**Problem.** The magnetisability $\xi$ is minus the second derivative of the molecular energy with respect to a magnetic field, and it is negative for a diamagnetic molecule. The table lists its isotropic average and its anisotropy $\Delta$ for pyrazine, both in units of $10^{-30}$ J/T², and the molar susceptibility $\chi$ in $10^{-6}$ cm³/mol. All rows are the closed-shell singlet at one planar geometry, so only basis and functional change. The susceptibility is the same quantity in other units, $\chi = 0.0602\,\xi$, which holds in every row within rounding.

PySCF 2.14.0, density-fitted, non-relativistic Kohn-Sham DFT with GIAOs for gas-phase pyrazine at a fixed PBE0-D3(BJ)/def2-SVP geometry, without vibrational averaging. Magnetisability and molar susceptibility are isotropic averages; the anisotropy is the root of half the summed squared differences of the principal values.

```csv
level,magnetisability (1e-30 J/T^2),magnetisability anisotropy (1e-30 J/T^2),susceptibility (1e-6 cm^3/mol)
B3LYP/MINI,-813.0,1030.4,-48.96
B3LYP/Sadlej pVTZ,-779.6,917.9,-46.95
B3LYP/aug-cc-pVDZ,-711.4,996.4,-42.84
"B3LYP/6-31++G(d,p)",-705.1,988.3,-42.46
B3LYP/IGLO-II,-703.5,990.7,-42.37
B3LYP/cc-pVDZ,-703.4,993.4,-42.36
B3LYP/def2-TZVP,-701.6,999.8,-42.25
KT1/aug-pcSseg-1,-697.1,923.6,-41.98
PBE/aug-pcSseg-1,-683.5,965.6,-41.16
```

The principal axes are $a$ along N···N, $b$ in the plane across it, and $c$ normal to the ring. Principal values and their diamagnetic parts come from the same calculations and appear in the printed analysis after the text.

**(a)** MINI and Sadlej pVTZ are both far more diamagnetic than the other B3LYP rows, yet one has the largest anisotropy of the table and the other the smallest. Which principal values move in each case?

**Solution.** With $m = (\xi_a+\xi_b)/2$, the definition of the anisotropy rearranges exactly to

$$\Delta^2 = (\xi_c-m)^2 + \tfrac34(\xi_a-\xi_b)^2 .$$

If the in-plane split is neglected, the molecule is a disc with $\xi_c \approx \xi - \tfrac23\Delta$ and $m \approx \xi + \tfrac13\Delta$. For def2-TZVP this gives $\xi_c \approx -701.6 - \tfrac23(999.8) = -1368.1$, which is 0.2 % beyond the computed principal value. Nothing is fitted. The estimate overshoots in every row because the dropped term is positive, and it is worst for MINI. The anisotropy therefore measures mainly the distance between the out-of-plane value and the in-plane mean, and either of them can change it.

For Sadlej pVTZ it is the plane that moves. Against aug-cc-pVDZ, $\xi_a$ becomes more negative by 132 units and $\xi_b$ by 63, while $\xi_c$ shifts by only 10. The in-plane mean approaches the out-of-plane value and the anisotropy drops by 78.5. The out-of-plane response, where a ring current acts, is if anything slightly stronger, so the low anisotropy says nothing about weaker aromaticity.

For MINI the out-of-plane value and the in-plane mean both become more negative, by similar amounts, so their distance changes little. What grows is the in-plane split, to $612.8 - 344.0 = 268.8$ units, more than twice that of def2-TZVP. This split supplies most of the extra anisotropy of MINI, and it is the term whose neglect makes the disc estimate worst there. The two outliers thus fail in different ways.

**(b)** Separate the susceptibility into a part set by the size of the electron cloud and a part set by its response to the field. Use the split to explain the two outliers and the near agreement of the other five B3LYP bases.

**Solution.** A field along $c$ makes the electrons precess about that axis, which gives the diamagnetic term $\chi^{\rm dia}_c = -K\langle a^2+b^2\rangle$, summed over electrons, with $K = e^2/4m_e$, or 4.2425 susceptibility units per Å². Measured from the centre of mass, most of this moment only records that the atoms sit far from the origin. Electrons bound to separate atoms circulate about their own nuclei, not about the centre, and the paramagnetic term removes the excess. For def2-TZVP the isotropic parts are $-325.3$ and $+283.0$, so the result is a small difference of large terms.

The cancelling piece is $KN_c$, where $N_c = \sum Z(R_a^2+R_b^2)$ is the same moment taken over the nuclear charges. Moving it across defines a cloud term $L_c = \chi^{\rm dia}_c + KN_c$ and a remainder $P_c = \chi^{\rm para}_c - KN_c$, and likewise for $a$ and $b$. Both are independent of origin for a neutral molecule without a dipole. For def2-TZVP along $c$:

$$L_c = -456.1 + 395.6 = -60.5,\qquad P_c = 373.9 - 395.6 = -21.7 .$$

The split is an identity, so it locates a change without proving its cause. The paramagnetic part is obtained as total less diamagnetic, so in a finite basis $P$ also collects whatever the basis does to the field response. The average of $L$ is $-\tfrac23 K r^2$, where $r^2$ is the second moment of the electrons in excess of that of the nuclei. It measures how far the cloud spreads about the nuclear frame.

The remainder has the same pattern in all nine rows: negative along $c$, positive in the plane, and larger along $b$ than along $a$. A negative $P_c$ means that the paramagnetic term falls short of cancelling the frame term. Electrons that circulate about more than one nucleus have this effect, whether in localised bonds or around the ring, and so does charge drawn inward from the hydrogens. The sign alone therefore does not prove a ring current. The standard π ring current is the expected main source, argued from theory here, since nine rows of one molecule do not test it. The in-plane order has a standard explanation as well. A rotation about $b$ turns a nitrogen lone pair, which points along $a$, into a π-type orbital and mixes it with π*, whereas a rotation about $a$ leaves it in place.

MINI is a cloud error. Its $r^2$ is 24.58 Å² against 21.76 Å² for def2-TZVP, and the cloud-only estimate of the shift is

$$\delta\chi = -\tfrac23(4.2425)(24.58-21.76) = -8.0 ,$$

against an actual $-6.71$. The diamagnetic shift is near $-8$ on each axis, the mark of atoms that are uniformly too large. A likely reason, not tested here, is that one fixed free-atom function per shell has no freedom to contract when bonds form. The small isotropic misfit flatters the estimate, because it hides paramagnetic shifts of $-3.1$ along $a$ and $+6.2$ along $b$, which produce the wide split found in (a).

Sadlej pVTZ is a response error, and the cloud-only estimate fails for it. Of its shift of $-4.70$ from def2-TZVP, the diamagnetic part explains only $-0.40$. Against aug-cc-pVDZ the diamagnetic terms agree to about 0.1 on every axis, while the paramagnetic term along $a$ is lower by 8.0. Diffuse functions as such are not responsible, because aug-cc-pVDZ and 6-31++G(d,p) carry them and stay in the cluster. The set was designed for electric properties; that its polarisation functions suit a field-induced rotation poorly is a guess. The numbers neither single out particular functions nor test the density fitting in this basis.

In two of the clustered bases the shifts of the two parts from def2-TZVP largely offset each other. The compact cc-pVDZ cloud shifts $\chi$ by $+1.03$ and its paramagnetic part by $-1.14$, so its match with def2-TZVP is a cancellation. Both diffuse sets in the cluster enlarge the cloud slightly; in 6-31++G(d,p) a paramagnetic gain offsets most of this, and in aug-cc-pVDZ it does not. Four bases agree within 3.5 units in the average while single in-plane values among the five spread over about 20. The order of these rows is therefore no ranking of quality, and def2-TZVP is a point of comparison, not a basis limit.

**(c)** The HOMO–LUMO gap is 5.32 eV for B3LYP/def2-TZVP and 3.27 eV for PBE. Test the idea that $P_b$ scales as the inverse gap, and find what actually makes the KT1 and PBE rows the least diamagnetic.

**Solution.** Second-order perturbation theory writes the paramagnetic term as squared angular-momentum matrix elements divided by excitation energies, which suggests $P_b \propto 1/\text{gap}$. Scaled from the def2-TZVP row, the only row used to fix the constant, PBE would have $49.34 \times 5.32/3.27 \approx 80$. The computed value is 50.2, so the estimate is 60 % too high, and KT1 fails almost as badly. The agreement to about 1 % in the B3LYP cluster is no support, since neither gap nor $P_b$ varies much there.

Theory gives two reasons for the failure. In pyrazine the usual assignment makes the HOMO the gerade lone-pair combination and the LUMO an ungerade π* orbital, and angular momentum, being gerade, does not connect them; the gap is at best a proxy for the allowed lone-pair excitations. More important between the two kinds of functional, exact exchange widens the orbital gap of a hybrid, and the exchange coupling in the response equations takes much of that widening back. A GGA has no such coupling for a magnetic perturbation, so equal responses go with very different gaps.

KT1 and PBE share a basis and are both GGAs, which makes them the one clean comparison of functionals. KT1 is more diamagnetic by 13.6 units, the net of opposite changes: $\xi_b$ is more negative by 39 and $\xi_a$ by 15, while $\xi_c$ is less negative by 13. The paramagnetic changes along $b$ and $c$ largely cancel in the average, and about three quarters of the net shift comes from the larger KT1 cloud. Here the gap picture has the right direction along $b$, with $P_b$ falling by a little over half of what the wider KT1 gap would suggest, while $P_a$ stays put.

What sets both GGA rows apart from B3LYP lies along $c$. Their $P_c$ values are $-17.7$ for KT1 and $-18.9$ for PBE, whereas all seven B3LYP rows, outliers included, fall between $-22.4$ and $-20.8$. PBE lies 1.9 beyond the nearest B3LYP row and KT1 3.1, against a spread of 1.6 among the B3LYP bases, which suggests that the weaker out-of-plane response belongs to the functional. That inference is untested, because the basis changes together with the functional between these groups.

The isotropic column alone would not reveal this. KT1 lies 4.5 units from B3LYP/def2-TZVP, less than the 9.8 spanned by the five clustered bases, because its larger cloud masks most of the change along $c$. PBE, with a cloud close to those of the B3LYP cluster, keeps more of it. Its two in-plane paramagnetic shifts also add to the change, where those of KT1 nearly cancel, and PBE ends 18.1 units away, at the bottom of the table. Differences this small describe a rigid gas-phase molecule without vibrational averaging and do not say which functional is nearer to nature.

Numerical output:

```
conversion factor 0.060221; largest deviation 0.0042, rounding allows 0.0080 (1e-6 cm^3/mol)
K = 4.2425 per A^2; nuclear moments a b c +47.82 +45.43 +93.25 A^2; K*N +202.87 +192.74 +395.61
anisotropy rebuilt from a b c: largest deviation 0.03 (1e-30 J/T^2; table rounding 0.05)
Axial disc (1e-30 J/T^2): iso vs def2-TZVP %; a, b, c; model c, error %
B3LYP/MINI          +15.9 |  -612.8  -344.0  -1482.2 |  -1499.9 +1.20
B3LYP/Sadlej pVTZ   +11.1 |  -567.5  -388.6  -1382.8 |  -1391.5 +0.63
B3LYP/aug-cc-pVDZ    +1.4 |  -435.8  -325.8  -1372.6 |  -1375.7 +0.22
B3LYP/6-31++G(d,p)   +0.5 |  -432.0  -322.4  -1360.9 |  -1364.0 +0.23
B3LYP/IGLO-II        +0.3 |  -435.4  -314.9  -1360.3 |  -1364.0 +0.27
B3LYP/cc-pVDZ        +0.3 |  -444.2  -305.2  -1360.7 |  -1365.7 +0.36
B3LYP/def2-TZVP      +0.0 |  -425.2  -314.5  -1365.0 |  -1368.1 +0.23
KT1/aug-pcSseg-1     -0.6 |  -434.9  -345.8  -1310.7 |  -1312.8 +0.16
PBE/aug-pcSseg-1     -2.6 |  -419.5  -307.0  -1323.9 |  -1327.2 +0.25
Split: cloud r2, c2 (A^2); L iso; P a b c (1e-6 cm^3/mol); gap eV; P b from 1/gap, error %
B3LYP/MINI          24.58 8.50 | -69.51 | +27.16 +55.56 -21.08 | 4.89 | 53.6 -3
B3LYP/Sadlej pVTZ   21.90 7.50 | -61.94 | +21.86 +45.29 -22.20 | 5.27 | 49.8 +10
B3LYP/aug-cc-pVDZ   21.91 7.53 | -61.97 | +29.85 +49.20 -21.66 | 5.27 | 49.7 +1
B3LYP/6-31++G(d,p)  21.97 7.54 | -62.13 | +30.04 +49.72 -20.77 | 5.32 | 49.4 -1
B3LYP/IGLO-II       21.78 7.49 | -61.60 | +29.58 +49.42 -21.29 | 5.34 | 49.1 -1
B3LYP/cc-pVDZ       21.39 7.35 | -60.51 | +28.67 +48.13 -22.36 | 5.37 | 48.9 +1
B3LYP/def2-TZVP     21.76 7.51 | -61.54 | +30.27 +49.34 -21.74 | 5.32 | 49.3 +0
KT1/aug-pcSseg-1    22.13 7.70 | -62.59 | +31.05 +48.49 -17.71 | 3.46 | 75.8 +56
PBE/aug-pcSseg-1    21.91 7.57 | -61.97 | +31.10 +50.21 -18.87 | 3.27 | 80.3 +60
Shift from def2-TZVP (1e-6 cm^3/mol): iso total, dia (cloud-only model), para (its misfit); dia a b c; para a b c
B3LYP/MINI          -6.71 -7.97 +1.26 | -8.18 -8.00 -7.72 | -3.12 +6.22 +0.66
B3LYP/Sadlej pVTZ   -4.70 -0.40 -4.30 | -0.16 -0.42 -0.61 | -8.41 -4.04 -0.45
B3LYP/aug-cc-pVDZ   -0.59 -0.43 -0.16 | -0.22 -0.54 -0.54 | -0.42 -0.14 +0.08
B3LYP/6-31++G(d,p)  -0.21 -0.59 +0.38 | -0.18 -0.86 -0.72 | -0.23 +0.38 +0.97
B3LYP/IGLO-II       -0.12 -0.06 -0.06 | +0.09 -0.11 -0.16 | -0.70 +0.08 +0.45
B3LYP/cc-pVDZ       -0.11 +1.03 -1.14 | +0.47 +1.76 +0.88 | -1.60 -1.20 -0.62
KT1/aug-pcSseg-1    +0.27 -1.05 +1.32 | -1.35 -1.04 -0.76 | +0.78 -0.85 +4.03
PBE/aug-pcSseg-1    +1.09 -0.43 +1.52 | -0.48 -0.42 -0.40 | +0.83 +0.87 +2.87
iso span (1e-30 J/T^2): all 129.5, five clustered B3LYP 9.8, without aug-cc-pVDZ 3.5
span in the five (1e-30 J/T^2): a 18.9 b 20.6 c 12.3, anisotropy 11.5
MINI vs def2-TZVP: iso -111.4, cloud r2 +12.9 %, c2 +13.3 %
Sadlej vs aug-cc-pVDZ: iso -68.2, anisotropy -78.5, a b c -131.68 -62.78 -10.13 (1e-30 J/T^2)
  dia a b c +0.06 +0.12 -0.08, para a b c -7.99 -3.90 -0.53 (1e-6 cm^3/mol)
KT1 vs PBE: iso -13.6, anisotropy -42.0, a b c -15.36 -38.84 +13.17 (1e-30 J/T^2)
  dia a b c -0.88 -0.62 -0.36 mean -0.62; para -0.05 -1.72 +1.15 mean -0.21
  KT1/PBE ratios: inverse gap 0.945, P a 0.998, P b 0.966
vs def2-TZVP (basis differs too): KT1 iso +4.5, PBE iso +18.1 (1e-30 J/T^2)
P c: seven B3LYP rows -22.36 to -20.77; KT1 -17.71; PBE -18.87
def2-TZVP iso: dia -325.3 para 283.0, ratio dia/total 7.7; L a b c -55.88 -68.27 -60.46; P iso +19.29
Pascal atom sum, rough recalled C -6.0 H -2.9 ring N -4.6, no ring correction: -45 vs -42.25
```
